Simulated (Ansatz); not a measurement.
# Ni: energy less free atoms and pressure against volume per atom

All results are calculated (Ansatz 0.2.0). Periodic Kohn-Sham DFT of a crystal at fixed atoms; pressure and stress are positive in compression; the energy is the free energy less that of spherical unpolarised free atoms; site moments are those in the method's own spheres, positive along +z.

Cell of the first row (space group Fm-3m, No. 225):
```
Ni
1.0
      0.0000     1.7441     1.7441
      1.7441     0.0000     1.7441
      1.7441     1.7441     0.0000
Ni
1
Direct
  0.00000 0.00000 0.00000
```

Settings of every row: method all-electron LAPW; functional PBE; relativity scalar; k mesh 18x18x18; filling fermi-dirac; smearing width 0.05 eV; basis error target 0.25 meV/atom; nucleus gaussian.

Atom:
```
element  start moment (bohr magneton)
     Ni                           1.5
```

Limits: with one magnetic atom in the cell only parallel moments are possible.

```
row  volume per atom (Å³)  energy less free atoms (eV/atom)  pressure (GPa)  cell moment (bohr magneton)
  1                 10.61                           -7.1072            5.43                        0.619
  2                10.831                           -7.1115           0.995                        0.622
  3                11.052                           -7.1101          -2.936                        0.625
  4                11.273                           -7.1036          -6.419                        0.629
  5                11.494                                 ?               ?                            ?
```

Question: what energy less free atoms and pressure should row 5 give?

Worked fit of energy less free atoms. Take u = (V_r/V)^(2/3) − 1 with V_r = 10.941 Å³ an atom, which is twice the finite (Eulerian) strain; such expansions in the strain, on which the Birch-Murnaghan equation of state is built, carry the rest volume and the bulk modulus. The shown rows have u = 0.02069, 0.00676, -0.00671, -0.01973. Least squares give energy less free atoms = −7.11148 − 0.1036 × u + 14.994 × u² eV/atom; a straight line predicts inner rows, each left out in turn, worse (root mean square 0.0039 against 1.7e-05 eV/atom). All shown rows lie on it to the printed digit. Its lowest point lies at u = 0.0035, or V = 10.88 Å³ an atom, and the curvature there gives the bulk modulus at fixed shape and fractions, B = (4/9)(1 + u)² E″(u)/V = 198 GPa. The withheld row has u = -0.03234, so the fit gives −7.11148 − 0.1036 × (-0.03234) + 14.994 × (-0.03234)² = -7.0924 eV/atom.

The calculation gave -7.0926 eV/atom. The fit lies 0.0002 eV/atom (1.1 % of the column's range) above it; its largest miss of a shown row is 0.0000 eV/atom. This row lies beyond the range of the fit.

Worked fit of pressure. Take u = (V_r/V)^(2/3) − 1 with V_r = 10.941 Å³ an atom, which is twice the finite (Eulerian) strain; such expansions in the strain, on which the Birch-Murnaghan equation of state is built, carry the rest volume and the bulk modulus. The shown rows have u = 0.02069, 0.00676, -0.00671, -0.01973. Least squares give pressure = −1.0207 + 292.195 × u + 944.48 × u² GPa; a straight line predicts inner rows, each left out in turn, worse (root mean square 0.24 against 0.0061 GPa). The rows lie off it by 0.001, -0.003, 0.003, -0.001. The pressure vanishes at u = 0.0035, or V = 10.88 Å³ an atom, and there the bulk modulus at fixed shape and fractions is B = −V dP/dV = (2/3)(1 + u) dP/du = 200 GPa. The withheld row has u = -0.03234, so the fit gives −1.0207 + 292.195 × (-0.03234) + 944.48 × (-0.03234)² = -9.482 GPa.

The calculation gave -9.499 GPa. The fit lies 0.017 GPa (0.11 % of the column's range) above it; its largest miss of a shown row is 0.003 GPa. This row lies beyond the range of the fit.

The other values of row 5: cell moment 0.634 bohr magneton.
